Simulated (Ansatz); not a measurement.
**Ligand exchange: C3H7F + AlI3 → C2H4FI + Al(CH3)I2**

Gas-phase species: C3H7F (2-fluoropropane) `CC(C)F`, singlet; AlI3 `[I][Al]([I])[I]`, singlet; C2H4FI `CC(F)I`, singlet; Al(CH3)I2, singlet. The partners trade CH3 for I: C–CH3 and Al–I bonds give way to C–I and Al–CH3.

Shapes, held fixed at every level: PBE0-D4/def2-TZVP. Programs: Ansatz 0.2.0. Electronic energies: no zero-point or thermal term.

(1) Estimate ΔE of this reaction.

## Answers

(1) The highest level, CCSD(T)/def2-TZVPP, gives ΔE = +158.1 kJ/mol; the levels span +152.8 to +180.2. The column of differences is taken from that level and isn't an error. No measured value is set beside it here. For atoms past krypton def2 sets carry core potentials with scalar relativity. Outer-core shells of I are correlated, in sets that cover them unevenly.

```tsv
level	kind	ΔE (kJ/mol)	less CCSD(T)/def2-TZVPP
HF/def2-TZVPP	Hartree–Fock	+180.2	+22.1
B3LYP-D4/def2-TZVPP	global hybrid	+152.8	-5.3
PBE0-D4/def2-TZVPP	global hybrid	+158.9	+0.8
wB97M-V/def2-TZVPP	range-separated hybrid	+156.3	-1.8
wB97X-V/def2-TZVPP	range-separated hybrid	+159.3	+1.2
MP2/def2-SVP	perturbation theory	+179.5	+21.4
CCSD/def2-TZVPP	coupled cluster or CI	+162.1	+4.0
CCSD(T)/def2-TZVPP	coupled cluster or CI	+158.1	0.0
```

The exchange is strongly uphill at every level, and the correlated coupled-cluster results and the hybrids agree closely enough that neither its sign nor its rough size is in doubt. The cost probably arises mainly on the carbon side, where a strong C–C bond gives way to a much weaker C–I bond, with poorer overlap between carbon and the large, diffuse iodine 5p orbital. Trading Al–I for Al–CH3 offers no comparable return: both bonds are polar, and replacing iodide by methyl also removes a lone-pair donor to the empty p orbital on aluminium.

Electron correlation favours the products: ΔE falls from +180.2 kJ/mol in Hartree–Fock to +162.1 with CCSD, and triples lower it a little further. The high MP2 value can't be read as a failure of perturbation theory alone, since its basis is also smaller.

None of this makes AlI3 inert towards 2-fluoropropane, because exchange of fluoride for iodide, driven by the very strong Al–F bond, is a separate and far more likely path.
